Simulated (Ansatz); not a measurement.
## A series in volume scale on YSn3

All results are calculated (Ansatz 0.2.0). Free energy against uniform scaling of the volume at fixed shape and fractions; periodic cell, basis, potentials, k mesh and filling as listed.

The cell before it is scaled or strained (space group Fm-3m, No. 225):
```
CELL_PARAMETERS angstrom
0.00000 3.83350 3.83350
3.83350 0.00000 3.83350
3.83350 3.83350 0.00000
ATOMIC_POSITIONS crystal
Y 0.00000 0.00000 0.00000
Sn 0.50000 0.50000 0.50000
Sn 0.25000 0.25000 0.25000
Sn 0.75000 0.75000 0.75000
```

Settings of every row: functional PBEsol; dispersion none; potentials PAW; wave cutoff 510 eV; density cutoff 2040 eV; k mesh 5x5x5; k shift 0x0x0; occupations cold; smearing width 0.05 eV; spin none.

Limits: coarse k mesh, up to 40 meV an atom off; the cell comes from a prototype or a list of computed structures and needn't be the stable phase.

```
row  volume scale  V (Å³/atom)  energy above lowest point (meV/atom)
  1        0.9406       26.495                                     0
  2        0.9703       27.331                                     ?
  3             1       28.168                                  14.8
  4        1.0297       29.005                                  33.4
  5        1.0594       29.841                                  57.7
```

Question: what energy above lowest point should row 2 give?

Worked fit of energy above lowest point. Take u = (V_r/V)^(2/3) − 1 with V_r = 28.587 Å³ an atom, which is twice the finite (Eulerian) strain; such expansions in the strain, on which the Birch-Murnaghan equation of state is built, carry the rest volume and the bulk modulus. The shown rows have u = 0.05197, 0.00989, -0.00963, -0.02822. Least squares give energy above lowest point = 23.3 − 948.6 × u + 9625 × u² meV/atom; a straight line predicts inner rows, each left out in turn, worse (root mean square 9.4 against 0.16 meV/atom). The rows lie off it by 0.0, -0.1, 0.1, 0.0. Its lowest point lies at u = 0.0493, or V = 26.6 Å³ an atom, and the curvature there gives the bulk modulus at fixed shape and fractions, B = (4/9)(1 + u)² E″(u)/V = 56.7 GPa. The withheld row has u = 0.03041, so the fit gives 23.3 − 948.6 × (0.03041) + 9625 × (0.03041)² = 3.4 meV/atom.

The calculation gave 3.2 meV/atom. The fit lies 0.2 meV/atom (6.2 % of the value, 0.35 % of the column's range) above it; its largest miss of a shown row is 0.1 meV/atom.
